# Extracting $v_{xc}$ from $\Psi$: which route, which grid

Hartree atomic units are used throughout. The system is a two-electron singlet in one dimension.

## The formula

Define $\rho_1(x',x,t)=2\int\Psi^*(x',y)\Psi(x,y)\,dy$ and $P(x,y)=2|\Psi|^2=n(x)[n(y)+n_{xc}(x,y)]$. Apply $(\partial-\partial')/2i$ to the equation of motion of $\rho_1$ and set $x'=x$:

$$\partial_t j=-T[\rho_1]-n\,\partial v_{ext}-\int P\,\partial_x w(x-y)\,dy,\qquad T[\rho]=\tfrac14(\partial'-\partial)(\partial^2-\partial'^2)\rho\big|_{x'=x}.$$

The Kohn-Sham system obeys $\partial_t j_s=-T[\rho_{1s}]-n\,\partial v_s$. For a finite 1D system, equal densities give $j_s=j$, so

$$n\,\partial v_{xc}=\underbrace{T[\rho_1-\rho_{1s}]}_{n\,\partial v_c^T}+\underbrace{n\int n_{xc}(x,y)\,\partial_x w\,dy}_{n\,\partial v_{xc}^W}.$$

In 3D only the divergences of the two sides are equal. Both parts need only the instantaneous $\Psi$ and $\Phi$.

## Test model: stretched 1D LiH

Take $v_{ext}=-\alpha\delta(x+R/2)-\beta\delta(x-R/2)$ and $w=\lambda\delta(x-y)$. Choose $\lambda$ large enough that the affinity of the H well is below $\alpha^2/2$. We set $\alpha=0.63$ and $\beta=1$, so that $\alpha^2/2=5.40$ eV and $\beta^2/2=13.6$ eV, chosen to match typical ionisation energies of Li and H. A charge-transfer run starts from the ground state. For $R\to\infty$ this is $(ab+ba)/\sqrt2$, with $a=\sqrt\alpha\,e^{-\alpha|x+R/2|}$ and $b=\sqrt\beta\,e^{-\beta|x-R/2|}$. Corrections are of the order of the overlap, $9\times10^{-6}$ at $R=20$ bohr.

For a real orbital $T[\phi\phi]=-\tfrac12\phi^2(\phi''/\phi)'$, which vanishes for exponentials. Between the nuclei therefore $T[\rho_1]=0$. With $\rho_{1s}=u(x')u(x)$, $u=\sqrt n$, $p=a^2/n$ and $q=b^2/n$, up to a constant

$$v_c^T=\frac{u''}{2u}=\tfrac12(\alpha^2p+\beta^2q)+\tfrac12(\alpha+\beta)^2pq .$$

This is a peak term of 0.332 Eh at $p=q$ on top of a step $\Delta=(\beta^2-\alpha^2)/2=0.30155$ Eh, or 8.21 eV. The number is the model's and is fixed by the chosen inputs. The remaining force is $\partial(v_H+v_{xc}^W)=4\lambda(\beta-\alpha)a^2b^2/n\le2\lambda(\beta-\alpha)n_\times$, where $n_\times=2.9\times10^{-7}$ bohr$^{-1}$ is the density at $p=q$. It is negligible, so $\Delta$ is also the step of $v_{Hxc}$. The step aligns the two atomic levels and keeps one electron on each atom. Our yardstick is $\epsilon=\Delta_h/\Delta-1$ on a grid of spacing $h$.

## Routes

$\Psi$ is assumed exact at $N=L/h$ points per electron. Work is the leading count of multiplications per snapshot, propagation excluded. Stencils stay clear of the cusps. Let $s=(\alpha+\beta)/2=0.815$ and $\mu=(\beta-\alpha)/2=0.185$ bohr$^{-1}$, so $\Delta=2s\mu$.

**A2: the formula, one off-diagonal.** With $X=(x'+x)/2$ and $r=x'-x$, $T=-\partial_X\partial_r^2\rho|_{r=0}$. Since $\delta\rho=\rho_1-\rho_{1s}$ vanishes on the diagonal, $\mathrm{Re}\,\delta\rho=c_2(X)r^2+O(r^4)$ and $T=-2c_2'$. Hence

$$n\,\partial v_c^T=-\frac{2}{h^3}\,\mathrm{Re}\,[\delta\rho(x+h,x)-\delta\rho(x-h,x)]+O(h^2).$$

The work is $3N^2$: $|\Psi|^2$, one off-diagonal (whose imaginary part gives $j$ and so the phase of $\Phi$), and the contraction with $\partial_xw$ for a general $w$. In the model $\rho_1(x\pm h,x)=n(x\pm h/2)$. Measuring $x$ from the point $p=q$, with $\tau=\tanh 2sx$, we have $n(x+y)/n(x)=e^{2\mu y}(\cosh2sy+\tau\sinh2sy)$. Integrating over $\tau$ from $-1$ to $1$, with $z=sh$,

$$\Delta_h^{A2}=\frac{4\sinh\mu h}{sh^3}\,[z\sinh z-\cosh z\ln\cosh z],\qquad \epsilon=\frac{\mu^2h^2}{6}+\Big(\frac{s^4}{72}+\frac{\mu^4}{120}\Big)h^4+\dots$$

**A4: Richardson.** Use $(4F_h-F_{2h})/3$ for the force $F$ at each point. One more off-diagonal raises the work to $4N^2$. The $h^2$ term cancels and the $h^4$ term is multiplied by $-4$, so $\epsilon\approx-(s^4/18+\mu^4/30)h^4$.

**B2, B4: orbital inversion.** With $\phi=\sqrt{n/2}\,e^{i\theta}$ and $\theta'=j/n$, $v_s=u''/2u-\dot\theta-\theta'^2/2$. The work is $N^2$ for $n$. There is no split into $T$ and $W$ parts. In a dynamical run, continuity supplies $j$ and $\dot\theta$ from three stored densities, which adds an $O(\Delta t^2)$ deviation that is absent here. On a plateau $u\propto e^{kx}$, and the 3-point stencil turns $k^2$ into $2(\cosh kh-1)/h^2$, so $\epsilon\approx(\alpha^2+\beta^2)h^2/12$. The 5-point stencil gives $(32\cosh kh-2\cosh2kh-30)/12h^2$, so $\epsilon\approx-(\alpha^4+\alpha^2\beta^2+\beta^4)h^4/90$.

**C: $\Phi$ in place of $\Psi$.** Then $\delta\rho=0$, $n_{xc}=-n(y)/2$ and $v_{xc}=-v_H/2$. Work is $O(N\log N)$ with an FFT and memory is $O(N)$. There is no step, so $\epsilon=-1$ on every grid.

A and B store $N^2$ numbers for $\Psi$ plus $O(N)$. With $h$ in bohr the leading laws are $0.0057h^2$ (A2), $-0.0245h^4$ (A4), $0.116h^2$ (B2) and $-0.0173h^4$ (B4). Because work goes as $h^{-2}$, it grows as $|\epsilon|^{-1}$ at second order and $|\epsilon|^{-1/2}$ at fourth order.

## Table ($L=36$ bohr)

Each entry is work in units of $10^4$, then $\epsilon$ from the closed forms.

| route | $h=0.3$, $N=120$ | $h=0.2$, $N=180$ | $h=0.1$, $N=360$ |
|---|---|---|---|
| A2 | 4.32; $5.6\times10^{-4}$ | 9.72; $2.4\times10^{-4}$ | 38.88; $5.8\times10^{-5}$ |
| A4 | 5.76; $-1.9\times10^{-4}$ | 12.96; $-3.8\times10^{-5}$ | 51.84; $-2.4\times10^{-6}$ |
| B2 | 1.44; $1.1\times10^{-2}$ | 3.24; $4.7\times10^{-3}$ | 12.96; $1.2\times10^{-3}$ |
| B4 | 1.44; $-1.4\times10^{-4}$ | 3.24; $-2.8\times10^{-5}$ | 12.96; $-1.7\times10^{-6}$ |

Route A sums the force on the grid instead of integrating it. The integrand is analytic up to the zeros of $n$ at $\mathrm{Im}\,x=\pm\pi/4s$, so the change falls as $e^{-\pi^2/2sh}$. It is below $10^{-5}\Delta$ at $h=0.3$. Entries below the overlap, $9\times10^{-6}$, test the algorithm against the $R\to\infty$ state, not against the finite-$R$ molecule.

## Choices among the tabulated settings

| requirement | total $v_{xc}$ only | split needed |
|---|---|---|
| $\lvert\epsilon\rvert<10^{-3}$ | B4, $h=0.3$ | A2, $h=0.3$ |
| $\lvert\epsilon\rvert<10^{-4}$ | B4, $h=0.2$ | A4, $h=0.2$ (A2 costs 3 times as much) |
| work $\le5\times10^4$ | B4, $h=0.2$ | A2, $h=0.3$ |
| work $\le1.3\times10^5$ | B4, $h=0.1$ | A4, $h=0.2$ |
| memory below $N^2$ | C, without the step | none |

B4 replaces B2 at the same leading cost. For a free choice of $h$, equate $W_{A2}=L^2\mu^2/2|\epsilon|$ with $W_{A4}=4L^2\sqrt{c_4/|\epsilon|}$, where $c_4=s^4/18+\mu^4/30$. The crossover is $|\epsilon|=\mu^4/64c_4\approx7\times10^{-4}$. The neglected higher orders are already sizeable on such grids, so read this as roughly $10^{-3}$.

The step flatters A2. Its pointwise $h^2$ deviation is odd about $p=q$ when $\mu=0$ and cancels in the integral. For equal wells the relative deviation of the peak is $-3s^2h^2/8$, about $-2\,\%$ at $h=0.3$ for this $s$. When the peak matters, use A4 with a fourth-order running sum. Soft-Coulomb wells keep the powers of $h$ and $N$ but change the coefficients.